**Low-j filling against the nl average in 39-electron 4d ions**

The table holds the energy difference between the jj configuration that fills 4d3/2 first and the nl average for Zr+ to Sn11+, from Dirac-Coulomb Hartree-Fock at the radial basis limit, with ζ and F2 from non-relativistic Hartree-Fock. The program tests the unfitted sum −(3/2)Nζ + [N(N−1)/2](−11/315 F2 + 2/63 F4), with F4/F2 taken from the Cd9+ run, against spin-orbit energy alone. The sum reproduces the ten 4d3 rows to 0.015 eV rms (worst 4% of the gap, Nb2+) and Zr+ (4d2 5s1) to 11%, while spin-orbit alone supplies 57 to 82% of the gap. A frozen-orbital evaluation for Mo3+ and the Gaunt energies of four rows give the size of relaxation and of the omitted magnetic term. A model diagonalisation of the d3 configuration places its lowest level 1.3 to 1.9 eV below the jj energy, with a (d3/2)3 weight of 0.39 to 0.57.

Ions with 39 electrons were computed with B-spline radial code 1 at the basis limit, using Dirac-Coulomb Hartree-Fock and a Fermi nucleus, averaged over the nl configuration or the jj configuration that fills j = l − 1/2 first. ζ = (α²/2)<(1/r) dV/dr>, without exchange, and F2 come from non-relativistic Hartree-Fock, averaged over the configuration, with a point nucleus.

## The fit in Python

```python
# Table: E(4d3/2 filled first) - E(nl average), Dirac-Coulomb HF (B-spline radial code), 39-electron ions; zeta, F2
# from non-rel. HF. Tested: lowering = -1.5 N zeta + pairs*(-11/315 F2 + 2/63 F4); rivals; position against d3 levels.
T = {
    'ion': ['Zr+', 'Nb2+', 'Mo3+', 'Tc4+', 'Ru5+', 'Rh6+', 'Pd7+', 'Ag8+', 'Cd9+', 'In10+', 'Sn11+'],
    'Z': [40, 41, 42, 43, 44, 45, 46, 47, 48, 49, 50],
    'charge': [1, 2, 3, 4, 5, 6, 7, 8, 9, 10, 11],  # e
    'configuration': ['[Kr] 4d2 5s1', '[Kr] 4d3', '[Kr] 4d3', '[Kr] 4d3', '[Kr] 4d3', '[Kr] 4d3', '[Kr] 4d3', '[Kr] 4d3', '[Kr] 4d3', '[Kr] 4d3', '[Kr] 4d3'],
    'jj_cfg': ['(4d3/2)2', '(4d3/2)3', '(4d3/2)3', '(4d3/2)3', '(4d3/2)3', '(4d3/2)3', '(4d3/2)3', '(4d3/2)3', '(4d3/2)3', '(4d3/2)3', '(4d3/2)3'],
    'lowering': [-0.217, -0.5863, -0.7796, -0.9926, -1.229, -1.493, -1.786, -2.111, -2.472, -2.871, -3.31],  # eV
    'r2_nl': [45.96, 30.95, 25.86, 22.31, 19.63, 17.49, 15.74, 14.28, 13.03, 11.96, 11.02],  # bohr²
    'r2_pct': [-0.16, -0.37, -0.29, -0.25, -0.22, -0.21, -0.2, -0.19, -0.19, -0.19, -0.19],  # %
    'zeta': [0.05332, 0.07422, 0.107, 0.145, 0.1888, 0.2389, 0.2959, 0.3603, 0.4327, 0.5135, 0.6035],  # eV
    'F2': [5.983, 6.804, 7.886, 8.835, 9.704, 10.52, 11.29, 12.04, 12.77, 13.48, 14.17],  # eV
}
import numpy as np
from sympy.physics.wigner import wigner_3j as w3
from scipy.constants import physical_constants as pc
Ha = pc['Hartree energy in eV'][0]
ion = T['ion']; L, z, F, r2, rp = (np.array(T[k], float) for k in ('lowering', 'zeta', 'F2', 'r2_nl', 'r2_pct'))
N = np.array([int(s[-1]) for s in T['jj_cfg']]); d3 = N == 3; P = N*(N-1)/2
q = 8.590676/F[ion.index('Cd9+')]; qMo = 5.116568/7.786436  # further outputs: F4 Cd9+ (non-rel.), F4/F2 Mo3+ 4d5/2 (Dirac)
so = -1.5*N*z; co = lambda r: P*F*(-11/315 + 2/63*r); mod = so + co(q)
print(f"F4/F2: Cd9+ {q:.3f} (used), Mo3+ {qMo:.3f}; Coulomb part changes sign at {11/315*63/2:.2f}; rounding floor <0.001 eV")
print("ion N | eV: lowering SO remainder Coul model resid | resid% resid(Mo ratio) SOshare% zeta/F2")
for i, s in enumerate(ion):
    print(f"{s:6s}{N[i]} {L[i]:7.3f} {so[i]:7.3f} {L[i]-so[i]:7.3f} {co(q)[i]:7.3f} {mod[i]:7.3f} {L[i]-mod[i]:+.3f} | "
          f"{100*(L[i]-mod[i])/-L[i]:+5.1f} {L[i]-so[i]-co(qMo)[i]:+.3f} {100*so[i]/L[i]:4.0f} {z[i]/F[i]:.4f}")
rms = lambda x: np.sqrt(np.mean(x**2)); a1 = z[d3]@L[d3]/(z[d3]@z[d3])
ab = np.linalg.lstsq(np.c_[z, F][d3], L[d3], rcond=None)[0]
print(f"d3 rms eV: model {rms((L-mod)[d3]):.3f}; SO only {rms((L-so)[d3]):.3f}; free slope {a1:.2f} zeta {rms((L-a1*z)[d3]):.3f}")
print(f"free fit {ab[0]:.2f} zeta {ab[1]:+.4f} F2 (theory -4.50, {co(q)[1]/F[1]:.4f}), rms {rms(L[d3]-np.c_[z, F][d3]@ab):.4f} eV")
print(f"Sn11+/Nb2+ ratios: lowering {L[-1]/L[1]:.2f}, zeta {z[-1]/z[1]:.2f}, F2 {F[-1]/F[1]:.2f}, zeta/F2 {z[-1]/F[-1]*F[1]/z[1]:.2f}")
# further outputs, Mo3+ nl-average Dirac run: orbital energies (hartree), Slater integrals (eV), <r2> (bohr^2)
de = (-1.437677 + 1.428242)*Ha; f0 = 1.4*15.37435 - 2.4*15.31658 + 15.25958; m = ion.index('Mo3+')
ex = -1.4*7.841385/15 + 2.4*(7.810955/70 + 5.132583/21) - 1.2*(4/105*7.786436 + 5.116568/63)
print(f"Mo3+ frozen Dirac orbitals: 1.8*deps {1.8*de:.3f} + F0 terms {f0:.3f} + F2,F4 terms {ex:.3f} = {1.8*de+f0+ex:.3f} eV")
print(f"  table {L[m]:.3f}, relaxation {L[m]-(1.8*de+f0+ex):.3f} eV; effective zeta {-(1.8*de+f0)/4.5:.4f} = {-(1.8*de+f0)/4.5/z[m]:.2f} of table zeta")
print(f"Mo3+ d<r2>: reweighting {1.8*(2.990918-3.034648):.3f}, runs {25.78043-25.85564:.3f}; Nb2+ {30.83569-30.95082:.3f}, Sn11+ {11.00237-11.02301:.3f} bohr2")
print("d<r2> from table pct, bohr2:", np.round(r2*rp/100, 2))
G = {'Zr+': (2.275207, 2.275448), 'Nb2+': (2.478097, 2.478612), 'Cd9+': (4.27585, 4.27843), 'Sn11+': (4.922671, 4.926102)}  # Gaunt nl, jj (hartree), same runs
print("Gaunt shift eV (% of lowering):", {k: (round((b-a)*Ha, 3), round(-100*(b-a)*Ha/float(L[ion.index(k)]), 1)) for k, (a, b) in G.items()})
# model: full d3 matrix (120 determinants) with common radial function, energies from the d3 average
M = range(-2, 3); bc = lambda x: bin(x).count('1'); S = {n: [x for x in range(1024) if bc(x) == n] for n in (1, 2, 3)}
cop = lambda n: np.array([[[(-1)**bc(y & ((1 << i)-1)) if (y >> i & 1 and x == y ^ (1 << i)) else 0 for y in S[n]]
                           for x in S[n-1]] for i in range(10)], float)
c2, c3 = cop(2), cop(3); A = np.einsum('sxy,ryz->rsxz', c2, c3); I2 = np.eye(2); H = {}
for k in (2, 4):
    c = np.array([[(-1.0)**a*5*float(w3(2, k, 2, 0, 0, 0)*w3(2, k, 2, -a, a-b, b)) for b in M] for a in M])
    U = np.einsum('ac,db->abcd', c, c)*np.fromfunction(lambda a, b, g, d: a+b == g+d, (5, 5, 5, 5))
    V = np.einsum('abcd,ik,jl->aibjckdl', U, I2, I2).reshape(100, 100); B = A.reshape(100, 10, 120)
    h = 0.5*B.reshape(1000, 120).T@np.tensordot(V, B, 1).reshape(1000, 120); H[k] = h - np.trace(h)/120*np.eye(120)
lp = np.diag([np.sqrt(6-a*(a+1)) for a in range(-2, 2)], -1); sp = np.array([[0, 1.], [0, 0]])
ls = np.kron(np.diag(list(M)), np.diag([.5, -.5])) + 0.5*(np.kron(lp, sp.T) + np.kron(lp.T, sp))
HS = c3.reshape(450, 120).T@np.tensordot(ls, c3, 1).reshape(450, 120); e, v = np.linalg.eigh(HS)
sub = {x: v[:, abs(e-x) < 1e-6] for x in (-4.5, -2, 0.5, 3)}; av = lambda h, x: np.trace(sub[x].T@h@sub[x])/sub[x].shape[1]
print(f"matrix check (d3/2)3: F2 coeff {av(H[2],-4.5):.5f} (formula {-11/105:.5f}), F4 {av(H[4],-4.5):.5f} ({2/21:.5f}), states {sub[-4.5].shape[1]}")
def low(zz, ff):
    w, u = np.linalg.eigh(zz*HS + ff*(H[2] + q*H[4])); return w[0], np.sum((sub[-4.5].T@u[:, :4])**2)/4
cF = -(31/147 + 30/441*q); x0 = (co(q)[1]/F[1] - cF)/2.5
print(f"4F coefficient {cF:.4f} F2 (matrix {low(0, 1)[0]:.4f}); diagonal crossing with 4F3/2 at zeta/F2 = {x0:.3f}, with F x0.8 {0.8*x0:.3f}")
print(f"weight of (d3/2)3 in lowest level: LS limit {low(1e-4, 1)[1]:.2f}, at crossing ratio {low(x0, 1)[1]:.2f}")
print("ion | eV: 4F, 4F3/2 1st order, lowest level, its gap to table jj, weight | F x0.8: gap to model jj, weight")
for i in np.where(d3)[0]:
    E, w = low(z[i], F[i]); E8, w8 = low(z[i], 0.8*F[i])
    print(f"{ion[i]:6s}{cF*F[i]:7.2f}{cF*F[i]-2*z[i]:7.2f}{E:7.2f}{E-L[i]:7.2f}{w:6.2f} |{E8-so[i]-0.8*co(q)[i]:7.2f}{w8:6.2f}")
for i in (1, len(L)-1):
    print(ion[i], "model jj averages with 3,2,1,0 electrons in d3/2, eV:", [round(float(x*z[i] + F[i]*av(H[2] + q*H[4], x)), 3) for x in sub])
assert np.all(L < 0) and np.all(np.diff(L) < 0)
assert np.all(L - so < 0)
assert np.all(abs((L - mod)/L)[d3] < 0.08)
assert np.all((z/F)[d3] < x0)
```

Running it gives:

```
F4/F2: Cd9+ 0.673 (used), Mo3+ 0.657; Coulomb part changes sign at 1.10; rounding floor <0.001 eV
ion N | eV: lowering SO remainder Coul model resid | resid% resid(Mo ratio) SOshare% zeta/F2
Zr+   2  -0.217  -0.160  -0.057  -0.081  -0.241 +0.024 | +11.1 +0.027   74 0.0089
Nb2+  3  -0.586  -0.334  -0.252  -0.277  -0.611 +0.025 |  +4.2 +0.035   57 0.0109
Mo3+  3  -0.780  -0.481  -0.298  -0.321  -0.802 +0.023 |  +2.9 +0.035   62 0.0136
Tc4+  3  -0.993  -0.652  -0.340  -0.360  -1.012 +0.019 |  +2.0 +0.033   66 0.0164
Ru5+  3  -1.229  -0.850  -0.379  -0.395  -1.244 +0.015 |  +1.3 +0.030   69 0.0195
Rh6+  3  -1.493  -1.075  -0.418  -0.428  -1.503 +0.010 |  +0.7 +0.026   72 0.0227
Pd7+  3  -1.786  -1.332  -0.454  -0.459  -1.791 +0.005 |  +0.3 +0.022   75 0.0262
Ag8+  3  -2.111  -1.621  -0.490  -0.490  -2.111 +0.000 |  +0.0 +0.018   77 0.0299
Cd9+  3  -2.472  -1.947  -0.525  -0.520  -2.467 -0.005 |  -0.2 +0.014   79 0.0339
In10+ 3  -2.871  -2.311  -0.560  -0.549  -2.859 -0.012 |  -0.4 +0.008   80 0.0381
Sn11+ 3  -3.310  -2.716  -0.594  -0.577  -3.292 -0.018 |  -0.5 +0.003   82 0.0426
d3 rms eV: model 0.015; SO only 0.444; free slope -5.75 zeta 0.124
free fit -4.64 zeta -0.0363 F2 (theory -4.50, -0.0407), rms 0.0028 eV
Sn11+/Nb2+ ratios: lowering 5.65, zeta 8.13, F2 2.08, zeta/F2 3.90
Mo3+ frozen Dirac orbitals: 1.8*deps -0.462 + F0 terms 0.024 + F2,F4 terms -0.331 = -0.769 eV
  table -0.780, relaxation -0.010 eV; effective zeta 0.0974 = 0.91 of table zeta
Mo3+ d<r2>: reweighting -0.079, runs -0.075; Nb2+ -0.115, Sn11+ -0.021 bohr2
d<r2> from table pct, bohr2: [-0.07 -0.11 -0.07 -0.06 -0.04 -0.04 -0.03 -0.03 -0.02 -0.02 -0.02]
Gaunt shift eV (% of lowering): {'Zr+': (0.007, 3.0), 'Nb2+': (0.014, 2.4), 'Cd9+': (0.07, 2.8), 'Sn11+': (0.093, 2.8)}
matrix check (d3/2)3: F2 coeff -0.10476 (formula -0.10476), F4 0.09524 (0.09524), states 4
4F coefficient -0.2566 F2 (matrix -0.2566); diagonal crossing with 4F3/2 at zeta/F2 = 0.086, with F x0.8 0.069
weight of (d3/2)3 in lowest level: LS limit 0.34, at crossing ratio 0.77
ion | eV: 4F, 4F3/2 1st order, lowest level, its gap to table jj, weight | F x0.8: gap to model jj, weight
Nb2+    -1.75  -1.89  -1.91  -1.32  0.39 |  -1.00  0.41
Mo3+    -2.02  -2.24  -2.26  -1.48  0.41 |  -1.12  0.43
Tc4+    -2.27  -2.56  -2.59  -1.60  0.43 |  -1.20  0.45
Ru5+    -2.49  -2.87  -2.92  -1.69  0.44 |  -1.27  0.47
Rh6+    -2.70  -3.18  -3.25  -1.76  0.46 |  -1.31  0.49
Pd7+    -2.90  -3.49  -3.59  -1.81  0.48 |  -1.34  0.52
Ag8+    -3.09  -3.81  -3.96  -1.84  0.50 |  -1.36  0.54
Cd9+    -3.28  -4.14  -4.34  -1.87  0.53 |  -1.36  0.57
In10+   -3.46  -4.49  -4.74  -1.87  0.55 |  -1.36  0.60
Sn11+   -3.64  -4.84  -5.18  -1.87  0.57 |  -1.35  0.63
Nb2+ model jj averages with 3,2,1,0 electrons in d3/2, eV: [-0.611, -0.148, 0.092, 0.112]
Sn11+ model jj averages with 3,2,1,0 electrons in d3/2, eV: [-3.292, -1.207, 0.417, 1.58]
```
